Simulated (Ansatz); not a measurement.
# Sn: pressure and energy above lowest point against volume scale

Free energy against uniform scaling of the volume at fixed shape and fractions; periodic cell, basis, potentials, k mesh and filling as listed. The results are calculated, by Ansatz 0.2.0.

The cell before it is scaled or strained (space group I4/mmm, No. 139):
```
CELL_PARAMETERS angstrom
-1.59080 1.59080 2.91560
1.59080 -1.59080 2.91560
1.59080 1.59080 -2.91560
ATOMIC_POSITIONS crystal
Sn 0.00000 0.00000 0.00000
```

Settings of every row: functional PBEsol; dispersion none; potentials PAW; wave cutoff 470 eV; density cutoff 1880 eV; k mesh 13x13x13; k shift 0x0x0; occupations cold; smearing width 0.1 eV; spin none.

Limits: coarse k mesh, up to 40 meV an atom off.

```csv
row,volume scale,V (Å³/atom),pressure (GPa),energy above lowest point (meV/atom)
1,0.88,25.972,1.75,3.2
2,0.92,27.152,-0.76,0
3,0.96,28.333,-2.7,13.1
4,1,29.513,-4.14,38.5
5,1.04,30.694,?,?
6,1.08,31.874,-6.06,114.7
7,1.12,33.055,-6.77,162.1
```

Question: what pressure and energy above lowest point should row 5 give?

Worked fit of pressure. Take u = (V_r/V)^(2/3) − 1 with V_r = 28.923 Å³ an atom, which is twice the finite (Eulerian) strain; such expansions in the strain, on which the Birch-Murnaghan equation of state is built, carry the rest volume and the bulk modulus. The shown rows have u = 0.07438, 0.04302, 0.01383, -0.01337, -0.06272, -0.08518. Least squares give pressure = −3.457 + 52.71 × u + 201.1 × u² + 440 × u³ GPa; a parabola predicts inner rows, each left out in turn, worse (root mean square 0.07 against 0.04 GPa). The rows lie off it by -0.01, 0.02, -0.01, -0.01, 0.02, -0.01. The pressure vanishes at u = 0.0534, or V = 26.75 Å³ an atom, and there the bulk modulus at fixed shape and fractions is B = −V dP/dV = (2/3)(1 + u) dP/du = 54.8 GPa. Letting shape and atoms relax would as a rule lower it, by much in layered, chain or molecular crystals. The withheld row has u = -0.03885, so the fit gives −3.457 + 52.71 × (-0.03885) + 201.1 × (-0.03885)² + 440 × (-0.03885)³ = -5.23 GPa.

The calculation gave -5.2 GPa. The fit lies 0.03 GPa (0.35 % of the column's range) below it; its largest miss of a shown row is 0.02 GPa.

Worked fit of energy above lowest point. Take u = (V_r/V)^(2/3) − 1 with V_r = 28.923 Å³ an atom, which is twice the finite (Eulerian) strain; such expansions in the strain, on which the Birch-Murnaghan equation of state is built, carry the rest volume and the bulk modulus. The shown rows have u = 0.07438, 0.04302, 0.01383, -0.01337, -0.06272, -0.08518. Least squares give energy above lowest point = 24.39 − 933.6 × u + 8385 × u² + 4424 × u³ meV/atom; a parabola predicts inner rows, each left out in turn, worse (root mean square 0.71 against 0.26 meV/atom). The rows lie off it by 0.0, -0.1, 0.0, 0.1, -0.1, 0.1. Its lowest point lies at u = 0.0534, or V = 26.75 Å³ an atom, and the curvature there gives the bulk modulus at fixed shape and fractions, B = (4/9)(1 + u)² E″(u)/V = 53.7 GPa. Letting shape and atoms relax would as a rule lower it, by much in layered, chain or molecular crystals. The withheld row has u = -0.03885, so the fit gives 24.39 − 933.6 × (-0.03885) + 8385 × (-0.03885)² + 4424 × (-0.03885)³ = 73.1 meV/atom.

The calculation gave 73.1 meV/atom. The fit meets it to the printed digit.
